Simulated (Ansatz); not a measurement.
## A van 't Hoff estimate for C3H5F3 ⇌ C3H3F3 + H2

Species: C3H5F3 `CC(F)C(F)F`, singlet; C3H3F3 `C=C(F)C(F)F`, singlet; H2, singlet. 

The electronic reaction energy at CCSD(T)/CBS estimate is +172.4 kJ/mol. Shapes: PBE0-D4/def2-TZVP. Flexible molecules stand in one conformer, not always the lowest. Programs: Ansatz 0.2.0. Enthalpy and entropy come from rigid-rotor, harmonic-oscillator sums on unscaled PBE0-D4/def2-TZVP wavenumbers, ideal gases at 1 bar; R ln 2 is added for the mirror twin of the chiral shape of C3H5F3, C3H3F3. Symmetry numbers: C3H5F3 1, C3H3F3 1, H2 2. R = 8.3145 J/(mol K).

| T (K) | ΔH (kJ/mol) | ΔS (J/(mol K)) |
| --- | --- | --- |
| 800 | +150.1 | +135.2 |
| 1100 | ? | ? |
| 1400 | +148.8 | +134.3 |

**Question.** Work out ln K at 800 and 1400 K, and from these estimate it at 1100 K.

**Answer.** 
1. 800 K: ΔG = +150.1 − 800 × (+135.2)/1000 = +41.9 kJ/mol; ln K = −ΔG/RT = -6.30.
2. 1400 K: ΔG = +148.8 − 1400 × (+134.3)/1000 = -39.2 kJ/mol; ln K = −ΔG/RT = +3.37.
3. Slope against 1000/T: (+3.37 − (-6.30))/(0.7143 − 1.2500) = -18.05, that is −ΔH/R with ΔH near +150 kJ/mol.
4. 1100 K: ln K = -6.30 + (-18.05) × (0.9091 − 1.2500) = -0.15.

The full sums give ΔH = +150.2 kJ/mol, ΔS = +135.4 J/(mol K), ΔG = +1.3 kJ/mol and ln K = -0.14 at 1100 K, so the line is off by -0.01 in ln K; without rounding the miss is -0.01, from the change of ΔH with temperature. The products are favoured at 1 bar above about 1100 K, give or take 75 K for 10 kJ/mol in the energy. The number of molecules rises, which sets the sign of ΔS, and lower pressure favours the products. An error of 10 kJ/mol in the energy moves ln K by 1.1 at 1100 K. Soft modes are treated as harmonic, which can err either way at these temperatures; the lowest are those of C3H5F3 (88 cm⁻¹), C3H3F3 (74 cm⁻¹). Other conformers aren't counted. The CBS estimate extrapolates MP2 from def2-TZVPP and def2-QZVPP and adds CCSD(T) − MP2 in the triple-zeta set, cores frozen; for H2 it overshoots the exact energy by about 1 mEh.

Dehydrogenation is strongly endothermic here because the new C=C π bond and the H–H bond don't repay the two C–H bonds broken. Entropy, mainly the translational freedom of the released H2, offsets this cost only at high temperature. The drop from the electronic energy of +172.4 kJ/mol to an enthalpy near +150 kJ/mol reflects zero-point energy: several C–H stretching and bending modes vanish, while H2 brings back a single stiff vibration.

The van 't Hoff line works well because the heat-capacity change is small and changes sign within the range. ΔH rises slightly from 800 to 1100 K, as H2 adds translation and rotation, then falls as the vibrations lost from the reactant would have become more fully excited. The two effects largely cancel over the interval.

A favourable ln K for this one equilibrium doesn't establish a practical route to the fluoroalkene, since loss of HF, a familiar thermal reaction of fluoroalkanes, probably competes and isn't included.
